**Question: How far does "Stokes shift = variance / kT" survive when absorption and emission bands have different widths?**

For broad impurity bands such as the A band of Tl⁺ in alkali halides or of Bi³⁺ in oxides, I was taught $\Delta=\sigma^2/k_BT$ at high temperature. But the emission band is often much wider than the absorption band, so I don't know which $\sigma$ is meant. Is there an exact statement behind the rule, and what are the corrections?

---

**Answer**

There is an exact statement: the emission profile is the absorption profile multiplied by $e^{-\beta U}$ and renormalised. The rule you quote is the first term of a series that follows from it.

## Premises and conventions

1. Two adiabatic surfaces $V_g(q)$, $V_e(q)$ depend on all nuclear coordinates $q$. The vertical gap is $U(q)=V_e(q)-V_g(q)$.
2. Nuclei are classical, and each state is in equilibrium at the same temperature, $\beta=1/k_BT$.
3. Transitions are vertical with a $q$-independent dipole (Condon). Then the absorption cross-section is $\propto U P_g(U)$ and the photon emission rate per unit photon energy is $\propto U^3P_e(U)$, refractive-index and local-field factors being treated as constant over the bands.

Here
$$P_a(U)=\frac1{Z_a}\int dq\,e^{-\beta V_a(q)}\,\delta\big(U-U(q)\big),\qquad Z_a=\int dq\,e^{-\beta V_a},\quad a=g,e .$$
The momentum integrals are identical in both states and cancel. At constant pressure the volume is one more integration variable with the weight $e^{-\beta pV}$ in both states, so $\Delta G=-\beta^{-1}\ln(Z_e/Z_g)$; at constant volume read $\Delta A$. The Stokes shift is defined as a difference of **means**, $\Delta=\langle U\rangle_g-\langle U\rangle_e$. The symbols $k_n$ denote cumulants of $P_g$, so $k_1=\langle U\rangle_g$, $k_2=\sigma_g^2$.

## 1. The exact relation

Write $e^{-\beta V_e}=e^{-\beta V_g}e^{-\beta U(q)}$. The delta function fixes $U(q)=U$, so the second factor leaves the integral:
$$P_e(U)=\frac{Z_g}{Z_e}e^{-\beta U}P_g(U)=P_g(U)\,e^{-\beta(U-\Delta G)} .\tag1$$
No shape of the surfaces was assumed. Two consequences are immediate: the normalised profiles cross at $U=\Delta G$, and $\ln(P_g/P_e)$ is a straight line of slope $\beta$. Normalising (1) gives $e^{-\beta\Delta G}=\langle e^{-\beta U}\rangle_g$, Zwanzig's free-energy formula.

## 2. Cumulants

Let $K(s)=\ln\langle e^{sU}\rangle_g=\sum_{n\ge1}k_ns^n/n!$. Multiply (1) by $e^{sU}$, integrate, and use $\beta\Delta G=-K(-\beta)$:
$$K_e(s)=\ln\langle e^{sU}\rangle_e=K(s-\beta)-K(-\beta).$$
Differentiating $n$ times at $s=0$, the excited-state cumulants are
$$k_n^{e}=K^{(n)}(-\beta)=\sum_{m\ge0}\frac{(-\beta)^m}{m!}\,k_{n+m}.\tag2$$
For $n=1$ and $n=2$:
$$\Delta=\beta k_2-\frac{\beta^2k_3}{2}+\frac{\beta^3k_4}{6}-\frac{\beta^4k_5}{24}+\dots\tag3$$
$$\sigma_e^2=k_2-\beta k_3+\frac{\beta^2k_4}{2}-\dots\tag4$$
If $P_g$ is Gaussian, $k_{n\ge3}=0$, so $\sigma_e=\sigma_g$ and $\Delta=\beta\sigma^2$. Unequal widths therefore prove that the Gaussian rule does not apply. To leading order negative skew ($k_3<0$, a tail to low energy) widens the emission and enlarges the shift. Successive terms of (3) are compared through $\beta k_3/k_2=\gamma\,\beta\sigma_g$, where $\gamma=k_3/k_2^{3/2}$ is the skewness. Broad bands have $\beta\sigma_g>1$, so a band that looks nearly Gaussian can violate the rule badly.

## 3. A form that needs no series

Introduce the mixed surface $V_t=V_g+tU$, $0\le t\le1$. Its partition function is $Z_g\langle e^{-\beta tU}\rangle_g=Z_ge^{K(-\beta t)}$, finite because Hölder's inequality gives $Z_t\le Z_g^{1-t}Z_e^{\,t}$. The argument of section 2 with $\beta t$ in place of $\beta$ shows that the gap cumulants on $V_t$ are $k_n^{(t)}=K^{(n)}(-\beta t)$, hence $dk_n^{(t)}/dt=-\beta k_{n+1}^{(t)}$. Integrating the case $n=1$,
$$\Delta=\beta\int_0^1 k_2^{(t)}\,dt\;\ge0 .\tag5$$
So the right $\sigma^2$ is the average variance along the path from one surface to the other. For any twice differentiable $f$, two integrations by parts give
$$\int_0^1t(1-t)f''\,dt=-\int_0^1(1-2t)f'\,dt=f(0)+f(1)-2\int_0^1 f\,dt .$$
With $f=k_2^{(t)}$, $f''=\beta^2k_4^{(t)}$:
$$\boxed{\;\Delta=\frac{\beta}{2}\big(\sigma_g^2+\sigma_e^2\big)-\frac{\beta^3}{2}\int_0^1t(1-t)\,k_4^{(t)}\,dt\;}\tag6$$
This is exact. The third cumulant has dropped out. Inserting $k_4^{(t)}=k_4-\beta tk_5+\dots$ with $\int t(1-t)\,dt=1/6$ and $\int t^2(1-t)\,dt=1/12$,
$$\Delta=\frac\beta2(\sigma_g^2+\sigma_e^2)-\frac{\beta^3k_4}{12}+\frac{\beta^4k_5}{24}-\dots$$
The mean-variance rule overestimates the shift if $k_4^{(t)}>0$ along the path.

One more order is available from observables. Replace the weight $t(1-t)$ by its mean $1/6$. The difference has zero mean and is symmetric about $t=1/2$, so it annihilates constant and linear parts of $f''$. Then $\int f''dt=f'(1)-f'(0)=-\beta(k_3^e-k_3)$ and
$$\Delta=\frac\beta2(\sigma_g^2+\sigma_e^2)+\frac{\beta^2}{12}\big(k_3^e-k_3\big)+\frac{\beta^5k_6}{720}+\dots\tag7$$
The last term comes from the quadratic part $\beta^4k_6t^2/2$ of $f''$, with $\int[t(1-t)-\tfrac16]\,t^2dt=-1/180$.

The same steps apply to the crossing point. Since $d[-K(-\beta t)/\beta]/dt=k_1^{(t)}$, one has $\Delta G=\int_0^1k_1^{(t)}dt$, and
$$\Delta G\approx\tfrac12\big(\langle U\rangle_g+\langle U\rangle_e\big)+\tfrac{\beta}{12}\big(\sigma_e^2-\sigma_g^2\big),\tag8$$
with a remainder that starts at $k_5$.

## 4. A solvable case: unequal force constants

Take $V_g=\tfrac12\kappa q^2$, $V_e=E_0+\tfrac12\rho\kappa(q-d)^2$, and $\lambda_g=\tfrac12\kappa d^2$. With $x=q\sqrt{\beta\kappa}$, a standard normal variable in the ground state,
$$\beta U=\beta(E_0+\rho\lambda_g)-ax+\tfrac12bx^2,\qquad a^2=2\beta\rho^2\lambda_g,\quad b=\rho-1 .$$
Completing the square, with $\tau=s/\beta$ and $\tau b<1$,
$$K=\tau\beta(E_0+\rho\lambda_g)-\tfrac12\ln(1-\tau b)+\frac{\tau^2a^2}{2(1-\tau b)} .$$
Expanding the logarithm and the geometric series gives, for $n\ge2$,
$$\beta^nk_n=\tfrac12(n-1)!\,b^n+\tfrac12n!\,a^2b^{\,n-2}.$$
In the excited state, $y=(q-d)\sqrt{\beta\rho\kappa}$ is standard normal and $\beta U=\beta(E_0-\lambda_g)-a_ey+\tfrac12b_ey^2$ with $a_e^2=2\beta\lambda_g/\rho$, $b_e=1-1/\rho$, so the same cumulant formula holds with $a_e,b_e$. Therefore
$$\langle U\rangle_g=E_0+\rho\lambda_g+\tfrac12bk_BT,\qquad\langle U\rangle_e=E_0-\lambda_g+\tfrac12b_ek_BT,$$
$$\Delta=(1+\rho)\lambda_g+\frac{(1-\rho)^2}{2\rho}k_BT,\qquad\Delta G=E_0+\tfrac12k_BT\ln\rho,$$
$$\beta\sigma_g^2=2\rho^2\lambda_g+\tfrac12(1-\rho)^2k_BT,\qquad\beta\sigma_e^2=\frac{2\lambda_g}{\rho}+\frac{(1-\rho)^2}{2\rho^2}k_BT .$$
For $\lambda_g\gg k_BT$ drop the $k_BT$ terms. Then $\sigma_e/\sigma_g=\rho^{-3/2}$, and
$$\frac{\beta\sigma_g^2}{\Delta}=\frac{2\rho^2}{1+\rho},\qquad\frac{\beta(\sigma_g^2+\sigma_e^2)/2}{\Delta}=\frac{\rho^2+1/\rho}{1+\rho}=1+\frac{(1-\rho)^2}{\rho},\tag9$$
using $\rho^3+1=(\rho+1)(\rho^2-\rho+1)$. The one-width rule fails at first order in $1-\rho$, the mean-variance rule at second order.

## 5. Range of validity

**Convergence.** Equations (1), (5) and (6) need only finite partition functions and moments. Series (2)–(4) need $K(s)$ analytic for $|s|\le\beta$. In the model the singularity lies at $\tau=1/b$, which requires $\rho<2$; the mirror series about the excited state requires $|b_e|<1$, that is $\rho>1/2$. By (9) the mean-variance rule is good to 10 % for $\rho$ between 0.73 and 1, that is for width ratios up to 1.6.

**Several excited sheets, non-Condon dipoles.** The A band of an $ns^2$ ion such as Tl⁺ or Bi³⁺ goes to a threefold level derived from $^3P_1$, split by Jahn–Teller coupling, with the nearly dark $^3P_0$-derived level below it. For sheets $V_j$ with dipoles $\mu_j(q)$ the reduced emission profile is $\propto\sum_j\int dq\,e^{-\beta V_j}|\mu_j|^2\delta(U-V_j+V_g)$. The step of section 1 works term by term, so it equals $e^{-\beta U}$ times the reduced absorption profile up to a constant. Equations (2)–(7) used only this proportionality and normalisation, so they hold for the dipole-weighted profiles; the crossing point is then no longer $\Delta G$. The condition is Boltzmann equilibrium among all sheets and minima within the lifetime. Emission from unequilibrated minima breaks it, and so do frozen site disorder (the relation holds site by site, not for the sum), energy transfer to other centres and reabsorption.

**Quantum nuclei.** For vibronic states $|i\rangle$ of $H_g$ and $|j\rangle$ of $H_e=H_g+U$, the profiles are $L_g(E)=\sum_{ij}Z_g^{-1}e^{-\beta E_i}|\langle j|i\rangle|^2\delta(E-E_j+E_i)$ and $L_e$, the same sum with $Z_e^{-1}e^{-\beta E_j}$. Since $E_j=E_i+E$, relation (1) holds between $L_e$ and $L_g$; this is the content of the Kennard–Stepanov and McCumber relations. What fails is $L=P$. The moments are thermal averages of $\langle i|(H_g-E_i+U)^n|i\rangle$. Because $(H_g-E_i)|i\rangle=0$, they equal $\langle U\rangle$ and $\langle U^2\rangle$ for $n=1,2$, but $\langle U^3\rangle+\langle U[H_g,U]\rangle$ for $n=3$. To size the effect set $\rho=1$, $\kappa=m\omega^2$. The means give $\Delta=2\lambda_g$. With $\kappa\langle q^2\rangle=\hbar\omega\langle n+\tfrac12\rangle=\tfrac12\hbar\omega\coth(\xi/2)$, $\xi=\beta\hbar\omega$, the variance is $\sigma^2=\kappa^2d^2\langle q^2\rangle=\lambda_g\hbar\omega\coth(\xi/2)$, so
$$\frac{\beta\sigma^2}{\Delta}=\frac\xi2\coth\frac\xi2=1+\frac{\xi^2}{12}+\dots\tag{10}$$
The excess has the same sign as in (9), so the two can be confused unless $\xi^2/12\ll(1-\rho)^2/\rho$.

**Means against peaks.** To first order in $\gamma$ the density is $\propto e^{-z^2/2}[1+\tfrac\gamma6(z^3-3z)]$ in the standardised variable $z$. Its logarithmic derivative near $z=0$ is $-z-\gamma/2$, so the peak lies at mean $-\,k_3/2\sigma^2$.

**Frequency factors.** Weighting $P$ by $U^p$ moves the mean by $p\sigma^2/\langle U\rangle$ to first order in $\sigma^2/\langle U\rangle^2$; divide by $U$ and $U^3$ before taking moments.

## 6. Numerical illustration: a one-mode model of KCl:Tl⁺ at 400 K

Typical features of the A band are absorption near 5.0 eV, ultraviolet emission near 4.1 eV, and an emission band roughly twice as wide as the absorption band or somewhat more. The assumed inputs $E_0=4.65$ eV, $\lambda_g=0.60$ eV, $\rho=0.60$ were chosen to reproduce these features, so the results below test the formulas and not the model. They are the model's numbers, not the crystal's; a single mode ignores the Jahn–Teller structure. Intermediate values are carried unrounded.

At 400 K, $k_BT=0.03447$ eV, $a^2=12.53$, $b=-0.4$, $b_e=-2/3$. Section 4 gives

- $\langle U\rangle_g=5.003$ eV, $\langle U\rangle_e=4.039$ eV, $\Delta=0.965$ eV;
- $\sigma_g=0.122$ eV, $\sigma_e=0.263$ eV, ratio 2.15, Gaussian-equivalent widths $2.355\sigma$ of 0.29 and 0.62 eV;
- $\gamma=-0.34$, $\beta\sigma_g=3.55$, hence $\beta k_3/k_2=-1.20$.

| estimate of $\Delta$ | last term (eV) | value (eV) |
|---|---|---|
| $\beta k_2$ | 0.435 | 0.435 |
| (3) through $k_3$ | 0.260 | 0.695 |
| (3) through $k_4$ | 0.139 | 0.834 |
| (3) through $k_5$ | 0.069 | 0.903 |
| $\beta\sigma_e^2$ | | 2.008 |
| $\beta(\sigma_g^2+\sigma_e^2)/2$ | | 1.221 |
| (7) without the $k_6$ term | −0.291 | 0.930 |
| exact | | 0.965 |

The absorption width alone gives 0.45 of the shift. The mean-variance rule is 27 % high, in line with $(1-\rho)^2/\rho=0.267$. Its remainder in (6) is −0.257 eV, whereas the leading term $-\beta^3k_4/12$ is only −0.069 eV, because $k_4^{(t)}$ grows steeply toward the softer excited surface. Using the skewness of both bands, (7) is 3.5 % low. The profiles cross at $\Delta G=4.641$ eV; the midpoint of the means is 4.521 eV and (8) gives 4.652 eV.

The neglected effects are of these sizes. An assumed effective mode of 130 cm⁻¹ has $\xi=0.47$, and (10), used as an estimate although $\rho\ne1$, gives 1.8 %. This is small against 27 % but comparable with the residual of (7), and it removes any physical meaning from the third figure in the table. The peaks lie above the means by 0.021 eV (absorption) and 0.034 eV (emission), so the peak separation is 0.014 eV smaller than $\Delta$. Uncorrected frequency factors raise the absorption mean by 0.003 eV and the emission mean by 0.05 eV. For Bi³⁺ in an oxide such as Y₂O₃, an assumed mode of 400 cm⁻¹ gives an excess in (10) of 17 % at 400 K and 4 % at 800 K, so at the lower temperature quantum motion rivals the unequal-curvature effect and the classical model cumulants cannot be used, although (1) and (6) still hold for the line shapes themselves.